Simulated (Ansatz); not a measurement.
## A series in volume scale on CdSe

All results are calculated (Ansatz 0.2.0). Free energy against uniform scaling of the volume at fixed shape and fractions; periodic cell, basis, potentials, k mesh and filling as listed.

The cell before it is scaled or strained (space group F-43m, No. 216):
```
CdSe
1.0
      0.0000     3.0703     3.0703
      3.0703     0.0000     3.0703
      3.0703     3.0703     0.0000
Cd Se
1 1
Direct
  0.00000 0.00000 0.00000
  0.75000 0.75000 0.75000
```

Settings of every row: functional PBE; dispersion none; potentials all-electron LAPW; k mesh 6x6x6; k shift 0x0x0; occupations fermi dirac; smearing width 0.1 eV; spin none.

```
row  volume scale  V (Å³/atom)  energy above lowest point (meV/atom)
  1          0.94       27.206                                  36.1
  2          0.97       28.075                                     ?
  3             1       28.943                                   3.2
  4          1.03       29.811                                     0
  5          1.06        30.68                                   3.8
```

Question: what energy above lowest point should row 2 give?

Worked fit of energy above lowest point. Take u = (V_r/V)^(2/3) − 1 with V_r = 29.377 Å³ an atom, which is twice the finite (Eulerian) strain; such expansions in the strain, on which the Birch-Murnaghan equation of state is built, carry the rest volume and the bulk modulus. The shown rows have u = 0.05252, 0.00997, -0.00973, -0.02852. Least squares give energy above lowest point = 0.63 + 165.1 × u + 9714 × u² meV/atom; a straight line predicts inner rows, each left out in turn, worse (root mean square 9.7 against 0.12 meV/atom). The rows lie off it by 0.0, 0.0, 0.1, 0.0. Its lowest point lies at u = -0.0085, or V = 29.76 Å³ an atom, and the curvature there gives the bulk modulus at fixed shape and fractions, B = (4/9)(1 + u)² E″(u)/V = 45.7 GPa. The withheld row has u = 0.03068, so the fit gives 0.63 + 165.1 × (0.03068) + 9714 × (0.03068)² = 14.8 meV/atom.

The calculation gave 14.8 meV/atom. The fit meets it to the printed digit.
